Margin comments: reading the volume scaling of the Pd d band out of its electronic Grüneisen parameter

The data. V is the volume per atom, S the atomic-sphere radius (V = 4πS³/3, so S ∝ a), and densities of states are per atom with both spins. All values in sets T and K, with their standard uncertainties, are made for the exercise and rounded as data are. They were chosen to resemble typical Pd behaviour.

Set T, as low-temperature calorimetry and dilatometry would give it: electronic heat capacity per atom c_e = γT with γ = (9.74 ± 0.10)×10⁻⁸ eV/K², and electronic linear expansion α_e = α₁T with α₁ = (4.05 ± 0.10)×10⁻⁹ K⁻².

Set K, as a band calculation would give it, around the typical fcc lattice constant 3.89 Å. W is the d bandwidth, h the number of holes in the d-like Fermi sheets, N the total density of states at E_F.

a (Å)    W (eV, ±0.01)    h (±0.002)    N (1/eV, ±0.02)
3.81     6.01             0.343         2.14
3.89     5.50             0.360         2.40
3.97     5.04             0.378         2.69

At 3.89 Å the d bond energy U = ∫(E − C) N_d(E) dE, over occupied d-projected states and counted from the band centre C, is −2.90 ± 0.05 eV.

Compiled values: C11 = 227.1 GPa and C12 = 176.04 GPa at room temperature (Blaschke), linear expansion 11.8×10⁻⁶/K at 293 K (Kaye and Laby Online, NPL).

Wanted: the exponent n in W ∝ S^(−n), the band mass, the position of C, the filling, the d-band pressure, and the make-up of the Grüneisen parameter. Intermediate values are carried unrounded and uncertainties are treated as independent.

1. What set T fixes. The electronic entropy is γT. The Maxwell relation (∂P/∂T)_V = (∂entropy/∂V)_T, with (∂P/∂T)_V = 3αB, gives 3α₁B = dγ/dV, so
Γe ≡ d ln γ/d ln V = 3α₁BV/γ.
For a cubic crystal B = (C11 + 2C12)/3 = 193.06 GPa = 1.205 eV/Å³. With V = a³/4 = 14.72 Å³, BV = 17.73 eV and Γe = 2.21. B and V are room-temperature values used at low temperature. As long as α does not exceed its 293 K value on cooling, V shrinks by less than 3 × 11.8×10⁻⁶ × 293 = 1.0 %, and B rises somewhat. An uncertainty of 2 % is assumed for BV. With 2.5 % from α₁ and 1.0 % from γ the total is 3.3 %, so Γe = 2.21 ± 0.07. The room-temperature expansion cannot replace α₁: extended to 293 K, α₁T is only 1.2×10⁻⁶/K, a fraction 0.10 of the compiled value.

2. Where 2l + 1 comes from. In comments 2 and 3, ħ²/2m = 1. Let φ(E, r) be the radial function with ∫₀^S φ²r² dr = 1, D = Sφ′/φ at r = S, v the potential at S, and let a dot mean ∂/∂E. The radial equation gives two identities:
S ∂D/∂S = l(l+1) − D(D+1) − (E − v)S²,   Ḋ = −1/(Sφ²).
In Andersen's atomic-sphere approximation the pure-l bands are the energies at which Π(E) = 2(2l+1)(D + l + 1)/(D − l) equals an eigenvalue of the structure-constant matrix, and that matrix does not depend on volume. Π vanishes at D = −l−1, which defines the centre C. Near C, Π ≈ −2Ḋ(E − C) = (E − C)/Δ with Δ = ½Sφ², so the whole band is stretched by Δ. The band mass μ is defined by Δ = 1/(μS²), that is S³φ² = 2/μ. If φ continues outward as r^(−l−1) with fixed amplitude, Sφ² ∝ S^(1−2l−2), and d ln Δ/d ln S = −(2l+1). This is Heine's W ∝ V^(−5/3) for d bands, and V^(−7/3) for itinerant f bands. The link to W is also short. The bottom of the band has D = 0, where Π = −15 for l = 2, and the top has D → ∞, where Π = 10. With a linear Π, W = 25Δ.

3. The two assumptions hidden in "fixed amplitude, pure power". Enlarge the sphere with the potential frozen. The centre moves so that D stays −l−1. There the first identity reads S ∂D/∂S = −(C − v)S², hence
dC/d ln S = −(2/μ)(C − v).
The energy derivative of the first identity is S ∂Ḋ/∂S = (2l+1)Ḋ − S² at C. Since Δ = −1/(2Ḋ), and Ḋ changes both through S and through C,
n = −d ln Δ/d ln S = (2l+1) + 2/μ − (D̈/Ḋ)(2/μ)(C − v).
For an empty sphere with l = 2 the terms are 5 + 2 − 5 = 2, the free-electron scaling. Writing Π = ε/(Δ + bε) to second order in ε = E − C and solving for D gives D̈/Ḋ = 2[1/(4l+2) − b]/Δ. With x² = (C − v)S²,
n = 2l + 1 + 2/μ − 4[1/(4l+2) − b] x².
The term 2/μ is renormalisation: a larger sphere holds more of the orbital, which raises n. The last term lowers n, because a tail with positive kinetic energy decays more slowly than r^(−l−1). So an extended orbital is not by that fact alone below 5; it is below 5 when the kinetic term outweighs 2/μ. A narrow resonance in a flat outer potential shows the size of b. The amplitude of the spherical Neumann function y_l is fixed by the core, the admixture of j_l follows from D = −l−1, and the Wronskian gives φ(S) ∝ 1/(x² j_(l−1)(x)). Then n = 2l + 1 − 2x j_l/j_(l−1), which for small x is 5 − 0.4x² for d and 7 − (2/7)x² for f, the b = 0 forms.

4. The tempting inversion fails. If the band only stretched, N ∝ 1/W and Γe = n/3. Set T would then give n = 6.6 ± 0.2. Comment 5 finds 2/μ = 0.27, and for C > v and b < 1/10 the exponent cannot exceed 5.27. Stretching alone is thus excluded, and Γe must be a sum of several terms. One number cannot fix several terms, which is why set K is needed.

5. n, μ and the centre. The end points span ln(3.97/3.81) = 0.0411 in ln S and 0.1234 in ln V. Thus n = ln(6.01/5.04)/0.0411 = 4.28 ± 0.06, where the uncertainty is the root sum of squares of 0.01/6.01 and 0.01/5.04 divided by the span. The power law through the end points predicts 5.50 eV in the middle row, so no curvature is resolved. S = a(3/16π)^(1/3) = 1.520 Å, and with ħ²/2m = 3.810 eV Å² the energy unit is ħ²/2mS² = 1.649 eV. From W = 25Δ, Δ = 0.220 eV and μ = 7.5. With b = 0,
x² = (5 + 2/μ − n)/0.4 = 2.5 ± 0.2,   C − v = 4.1 ± 0.3 eV.
Using 2x j₂/j₁ in place of 0.4x² gives x² = 2.3 and 3.8 eV, so the form of the tail term matters as much as the data. The root is unique, as x j₂/j₁ rises monotonically up to the first zero of j₁. A self-consistent calculation also lets the potential relax with volume, and three widths cannot separate that from the kinetic term, so C − v is an effective value.

6. Filling moves too. Let the d density of states at E_F be N_d = g(h)/W with local exponent q = d ln g/d ln h, and let η = d ln h/d ln V. Then Γ_d = n/3 + qη. End-point slopes give η = ln(0.378/0.343)/0.1234 = 0.79 ± 0.06 and Γ_band = ln(2.69/2.14)/0.1234 = 1.85 ± 0.10. N also contains the sp sheet. Pd has ten valence electrons, so that sheet holds h electrons. As free electrons they have ε_F = (ħ²/2m)(3π²h/V)^(2/3) = 3.07 eV and N_sp = 3h/2ε_F = 0.18 /eV. Since N_sp ∝ h^(1/3)V^(2/3), Γ_sp = 2/3 + η/3 = 0.93. Logarithmic slopes add with the densities as weights, so with N_d = 2.22 /eV
Γ_d = (NΓ_band − N_spΓ_sp)/N_d = 1.93,   q = (Γ_d − n/3)/η = 0.64 ± 0.15,
with the weights held fixed in the uncertainty. A 1 % datum has become a 23 % parameter, because q is a difference of two slopes over a short span. Ignoring the sp sheet gives q = 0.54, so the free-electron assumption carries an uncertainty of that order as well. A parabolic band top has N_d ∝ (E_top − E)^(1/2) and h ∝ (E_top − E)^(3/2), so q = 1/3, which lies 2.1 standard uncertainties below. A rectangular band has q = 0 and returns Γ_d = n/3 at any filling.

7. The enhancement. γ = (π²/3)k_B² N(1 + λ), with one λ for all sheets. Set T gives N(1 + λ) = 3.99 /eV, so 1 + λ = 1.66 ± 0.02. The slope is the remainder
Λ = d ln(1 + λ)/d ln V = Γe − Γ_band = 0.36 ± 0.12,
or d ln λ/d ln V = Λ(1 + λ)/λ = 0.9 ± 0.3. The model's budget is Γe = 1.43 (stretching) + 0.50 (transfer) − 0.07 (sp dilution) + 0.36 (enhancement), which is 2.21 before rounding. Stretching supplies 64 %. A calculation whose N is off by a constant factor spoils 1 + λ and leaves Λ intact, while one whose bias drifts with volume passes it wholly into Λ. Phonon and spin-fluctuation parts of λ cannot be told apart with these data.

8. The Friedel filling has two roots. A rectangular band with density 10/W from C − W/2 to C + W/2, filled to E_F − C = W(Nd/10 − 1/2), has
U = −W Nd(10 − Nd)/20.
The data give Nd(10 − Nd) = 20 × 2.90/5.50 = 10.5, so Nd = 8.80 or 1.20, each ± 0.02. U is symmetric between electrons and holes, and only the small h selects 8.80. This Nd is the filling of the rectangle that reproduces the projected first moment. It is not 10 − h = 9.64, which counts Fermi-surface holes, because sp-d hybridisation leaves d weight in empty states. Inserting 9.64 would give a product of 3.47 and a pressure 3.0 times too small.

9. The bond pressure. At fixed Nd, U ∝ W ∝ V^(−n/3), and P = −dU/dV gives
PV = (n/3)U = −(n/3) W Nd(10 − Nd)/20 = −4.14 ± 0.09 eV.
This is P = −0.281 eV/Å³ = −45 GPa, an inward pull. The first form holds for any band shape that stretches uniformly and needs neither root for Nd. The relative uncertainty, 2.3 %, comes about equally from n and U. Setting n = 5 would give −4.83 eV, or −53 GPa, 17 % larger. A second derivative gives B_bond V = (n/3)(n/3 + 1)U = −10.0 eV, or −109 GPa. The attractive term softens the lattice, and in this model the other terms must supply 302 GPa to reach the compiled B.

10. Why Nd is held fixed. Transfer changed Γe, yet it is absent from the pressure. Moving δN electrons from sp to d states at the common E_F adds E_F δN to one band and removes it from the other, so the eigenvalue sum is stationary. U alone is not: ∂U/∂Nd = E_F − C = 2.09 eV. If Nd moves as −h does, dNd/d ln V = −hη = −0.28, and differencing tabulated U values would give −dU/d ln V = −4.14 + 0.59 = −3.54 eV, which is not the bond pressure.

11. The bond term is not the d pressure. The centre moves as well, and comment 3 gives
P_centre V = −Nd dC/d ln V = Nd(2/μ)(C − v)/3 = +3.2 eV
for C − v = 4.1 eV. This rivals the bond term. In the local-density pressure one more term enters. The frozen potential yields the kinetic pressure, and the gas at the sphere surface adds ρ²dε_xc/dρ = ρ(v_xc − ε_xc), which is negative. The d share of the density is ρ_d = Ndφ²/4π, so with 3V = 4πS³ this term amounts to raising v by ε_xc − v_xc. For an assumed 2 eV the centre term drops to +1.6 eV. The model's net d value of PV is −0.9 eV without this term and −2.5 eV with it, and the sp electrons must balance it at equilibrium.

12. What is and is not determined. Fixed uniquely and well: n (1.5 %), μ given W = 25Δ, and the bond pressure. Fixed up to a discrete choice: Nd. Fixed poorly: q and Λ, both limited mainly by the ±0.02 /eV on N. A wider range of lattice constants reduces that part in inverse proportion to the span, until higher-order curvature biases the slopes. Dependent on the model: C − v and the net d pressure. All these numbers are the model's. A Γe near 2.2 is typical for Pd, but set T was chosen to reproduce it, so it tests nothing. What carries over to real data is the bound: with μ near 7.5 and the centre above v, stretching gives at most 5.27/3 = 1.76, and any Γe above that needs transfer, enhancement or a relaxing potential.